\section{One block in an ordered medium: the Imry--Ma balance}

\subsection{Random fields}

Take a hypercubic block of $\ell^d$ sites in a perfectly ordered medium at $T=0$. The spins are unit vectors with $n$ components, the exchange is $-J\,\mathbf s_i\cdot\mathbf s_j$ per bond, and each site feels an independent Gaussian field of zero mean and variance $h^2$ per component. The block has one degree of freedom, its direction $\mathbf s$, and the medium points along $\hat{\mathbf e}$:
\begin{equation}
E=-(C\hat{\mathbf e}+\mathbf H)\cdot\mathbf s,\qquad \langle H_a^2\rangle=\sigma^2=h^2\ell^d .
\label{eq:block}
\end{equation}
For Ising spins ($n=1$) reversal breaks $2d\ell^{d-1}$ bonds at $2J$ each, so $C=2dJ\ell^{d-1}$. For Heisenberg spins ($n=3$) a small rotation $\theta$ can be spread over $\ell$ layers outside each face, where $2d\ell^d$ bonds cost $J(\theta/\ell)^2/2$ each. Matching this to $C\theta^2/2$ gives $C=2dJ\ell^{d-2}$. Edges and the fields in the twisted layers are dropped, which changes numerical factors only.

The ground state has $\mathbf s$ along $\mathbf B=C\hat{\mathbf e}+\mathbf H$ and $E=-B$. The surviving order $M_n=\langle\mathbf s\cdot\hat{\mathbf e}\rangle=\partial\langle B\rangle/\partial C$ depends only on
\begin{equation}
\rho=\frac{C^2}{2\sigma^2}=2d^2\Big(\frac Jh\Big)^2\ell^{\,d-d_l},
\end{equation}
with $d_l=2$ for $n=1$ and $d_l=4$ for $n=3$. Let $y$ be a Gaussian variable of mean $C$ and variance $\sigma^2$. For $n=1$, $M_1=\langle\operatorname{sgn}y\rangle$. For $n=3$, integrating the Gaussian over the directions of $\mathbf B$ gives
\begin{equation}
\langle B\rangle=\frac{\langle y|y|\rangle}{C}=\Big(C+\frac{\sigma^2}{C}\Big)\operatorname{erf}\sqrt\rho+\sigma\sqrt{2/\pi}\,e^{-\rho},
\end{equation}
and therefore
\begin{equation}
M_1=\operatorname{erf}\sqrt\rho,\qquad
M_3=\Big(1-\frac1{2\rho}\Big)\operatorname{erf}\sqrt\rho+\frac{e^{-\rho}}{\sqrt{\pi\rho}} .
\end{equation}
Both vanish as $\sqrt\rho$ for small $\rho$. For large $\rho$, $M_3\simeq1-1/(2\rho)$, which means $\langle\theta^2\rangle=1/\rho$. For the illustrative choice $h=J$:
\begin{center}
\begin{tabular}{llccc}
\hline
 & $d$ & $\ell=10$ & $\ell=100$ & $\ell=1000$\\
\hline
$M_1$ & 1 & 0.473 & 0.159 & 0.050\\
 & 2 & 0.99994 & 0.99994 & 0.99994\\
 & 3 & 1.000 & 1.000 & 1.000\\
$M_3$ & 3 & 0.750 & 0.308 & 0.101\\
 & 4 & 0.984 & 0.984 & 0.984\\
 & 5 & 0.999 & 1.000 & 1.000\\
\hline
\end{tabular}
\end{center}
For $d<d_l$ large blocks follow their own field however small $h$ is, and $\rho=1$ defines the domain size
\begin{equation}
\ell^*=(\sqrt2\,dJ/h)^{2/(d_l-d)} .
\end{equation}
This is the balance of Imry and Ma (1975), a gain $h\ell^{d/2}$ against a cost $J\ell^{d-1}$ or $J\ell^{d-2}$. At $d=d_l$ one block decides nothing, since it loses the same order at every scale. In the continuous case linear response adds the scales, $\langle\theta^2\rangle\propto(h/J)^2\int d^dk/k^4$, which grows as $\ln\ell$ at $d=4$. That order is absent for $d\le2$ and $d\le4$, marginal cases included, was proved by Aizenman and Wehr (1989). For $d>d_l$ the model shows only stability against compact blocks.

\subsection{Random cubic anisotropy in three dimensions}

Randomly oriented grains of volume $D^3$ fill a fraction $x$ of space. Each has energy density $K_1u$, with $u=\alpha_1^2\alpha_2^2+\alpha_2^2\alpha_3^2+\alpha_3^2\alpha_1^2$ and $\alpha_i$ the direction cosines of the magnetisation on the cube axes. The exchange energy density is $A\sum_a|\nabla\theta_a|^2$ for the two small tilts $\theta_a$, with uniform $A$ and no magnetostatics. Over the sphere $\langle u\rangle=1/5$ and $\langle u^2\rangle=1/21$, so the variance is $4/525$. Since $u-1/5$ is a spherical harmonic of degree 4, its mean squared gradient is $4\cdot5=20$ times this, $16/105$, or $8/105$ per tilt.

Take one mode per tilt, $\theta_a f(r)$, with $f=1$ for $r<R$, $f=2R/r-1$ for $R<r<2R$, and the magnetisation pinned at $2R$. For $D\ll R$,
\begin{equation}
C=2A\!\int\!|\nabla f|^2dV=16\pi AR,\qquad V=\!\int\! f^2dV=\frac{8\pi R^3}{3},
\end{equation}
and the summed grain torque $T_a$ has variance $\sigma^2=\tfrac{8}{105}xK_1^2D^3V$. Half of $V$ comes from the twisted shell, so the fields dropped above are worth a factor of two in $\sigma^2$ here. Minimising $C\theta_a^2/2-T_a\theta_a$ gives $\theta_a=T_a/C$. Because $f$ is harmonic except on $r=R$, Green's identity makes this the exact linear-response tilt averaged over that sphere. Hence
\begin{equation}
\langle\theta^2\rangle=\frac{2\sigma^2}{C^2}=\frac1\rho=\frac{xK_1^2D^3R}{630\pi A^2},
\end{equation}
with $\rho\propto R^{d-4}$ as before. Linear response ends when the tilt changes the torques. As a convention take $\langle\theta^2\rangle=1/20$, the squared angular scale of $u$, and define the averaged constant $\langle K\rangle=K_1\sqrt{xD^3/V}$ at that radius:
\begin{equation}
R_c=\frac{63\pi}{2}\,\frac{A^2}{xK_1^2D^3},\qquad
\langle K\rangle=\sqrt{\frac{3}{8\pi}}\Big(\frac{2}{63\pi}\Big)^{3/2}\frac{x^2K_1^4D^6}{A^3}.
\end{equation}
The powers are those of the scaling argument used by Herzer, in which $\langle K\rangle=K_1\sqrt x\,(D/L)^{3/2}$ and $L=\sqrt{A/\langle K\rangle}$ give $L=A^2/(xK_1^2D^3)$ and $\langle K\rangle=x^2K_1^4D^6/A^3$. The model's prefactors, $99$ and $3.5\times10^{-4}$, depend on the geometry and on the convention. The second amounts to replacing $L_0=\sqrt{A/K_1}$ by $3.8L_0$ in $\langle K\rangle=x^2K_1(D/L_0)^6$.

\subsection{Nanocrystalline Fe--Si--B--Nb--Cu}

Typical inputs for the bcc Fe--Si grains in their amorphous matrix are $K_1=8$~kJ/m$^3$, $A=10$~pJ/m, $D=10$~nm and $x=0.75$, so $L_0=35$~nm. Unit prefactors give $L=2.1~\mu$m and $\langle K\rangle=2.3$~J/m$^3$. The one-mode model gives an rms tilt of $0.9^\circ$ at $R=1~\mu$m, $R_c=0.21$~mm and $\langle K\rangle=8\times10^{-4}$~J/m$^3$.

These are the model's numbers. As typical knowledge, such ribbons have a coercivity of order 1~A/m at a polarisation near 1.2~T, a pinning energy density of about 1~J/m$^3$, so the model's $\langle K\rangle$ lies roughly three orders of magnitude too low. That the unit-prefactor estimate falls in the right decade tests little, given the sixth power of an undetermined length factor. Neglected effects rival or exceed the model's value. Induced anisotropy is typically a few J/m$^3$ or more. Halving $A$, as weaker coupling through the matrix might, multiplies $\langle K\rangle$ by 8. Finally, $R_c$ exceeds the typical ribbon thickness $t$ of 20~$\mu$m. Beyond $t$ one has $C\propto At$ and $V\propto R^2t$, so $\rho\propto R^{-2}$, the case $d=2$, and then $L\sim A\sqrt{t}/(K_1\sqrt{xD^3})$ and $\langle K\rangle\sim A/L^2\propto D^3$.